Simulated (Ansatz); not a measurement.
# Errors in the atomisation enthalpy at 298 K

10 molecules with halogens; the atomisation enthalpy at 298 K in kJ/mol, computed less measured. Shapes, held fixed at every level: PBE0-D4/def2-TZVP. Flexible molecules stand in one conformer, not always the lowest. Thermal terms are harmonic and unscaled (PBE0-D4/def2-TZVP); the spin-orbit lowering of the free atoms is taken from their spectra. Programs: Ansatz 0.2.0. Measured values: Active Thermochemical Tables, CRC Handbook of Chemistry and Physics, NIST-JANAF tables.

Levels: A = r2SCAN-D4/def2-TZVPP; B = BHLYP-D4/def2-TZVPP; C = PBE0-D4/def2-TZVPP.

```tsv
molecule	from tabulated heats	A	B	C
AsF3 (SMILES F[As](F)F)	1326	+25	-103	-10
BF3 (boron trifluoride)	1944	+10	-102	-14
SiH2Br2 (dibromosilane)	1300	+15	-30	-6
CH3I (methyl iodide)	1463	-7	-47	-4
SiH2F2 (SMILES F[SiH2]F)	1836	-32	-90	-70
SiF4 (silicon tetrafluoride)	2382	-26	-160	-81
PF5 (pentafluorophosphorane)	2308	-10	-199	-61
C2H3Cl3 (1,1,2-trichloroethane)	2603	+9	-124	+29
C2H4F2 (1,2-difluoroethane)	2915	+2	-117	+6
C4H9Cl (2-chloro-2-methylpropane)	5133	+6	-126	+29
```

Q: Sum up the errors.

A: 
| level | kind | mean error | mean absolute error | worst case |
| --- | --- | --- | --- | --- |
| r2SCAN-D4/def2-TZVPP | meta-GGA | -0.8 | 14.2 | SiH2F2 |
| BHLYP-D4/def2-TZVPP | global hybrid | -109.8 | 109.8 | PF5 |
| PBE0-D4/def2-TZVPP | global hybrid | -18.2 | 31.0 | SiF4 |

On this set r2SCAN-D4/def2-TZVPP has the smallest mean absolute error and BHLYP-D4/def2-TZVPP the largest. BHLYP-D4/def2-TZVPP is too low in 10 of 10; PBE0-D4/def2-TZVPP is too low in 7 of 10. The heats of PF5, C2H3Cl3, C4H9Cl come from older tables and can be uncertain by 10 kJ/mol or more. The molecules' own spin-orbit binding is left out, so errors for heavy halides read too negative. Heats of the atoms come from ATcT where it has them, that of boron, 570 kJ/mol, from recent work. With so many references in doubt the order of the levels isn't settled. The tabulated values of AsF3, SiH2Br2, SiH2F2 are in doubt (older tables, estimates, or at odds with other calculations) and kept here. Over the 7 molecules whose values aren't doubted the mean absolute errors are A 10.0; B 125.0; C 32.0. For atoms past krypton def2 sets carry core potentials with scalar relativity. Relativity is left out for As, Br. The set is small.

BHLYP underbinds every molecule, and its deficits for BF3 and SiF4 are too large to blame on the reference heats. The likely main reason is its large share of exact exchange. Semilocal exchange mimics part of the left-right correlation in a bond, and replacing half of it leaves the molecule short of correlation that the separated atoms need far less. Bond count alone doesn't set the size of the error: SiF4, with four bonds, misses by -160, C4H9Cl, with many more, by -126. Electron-rich, polar bonds to fluorine seem to cost more than C-H and C-C bonds.

PBE0's modest mean hides errors of opposite sign, from -81 for SiF4 to +29 for C4H9Cl. SiF4 comes out underbound at all three levels, which suggests a shared contribution, possibly too few tight d functions on silicon to describe its polarisation by fluorine. Full atomisation is a harsh test, and these errors don't carry over to reactions that conserve bond types, where much of them would cancel.
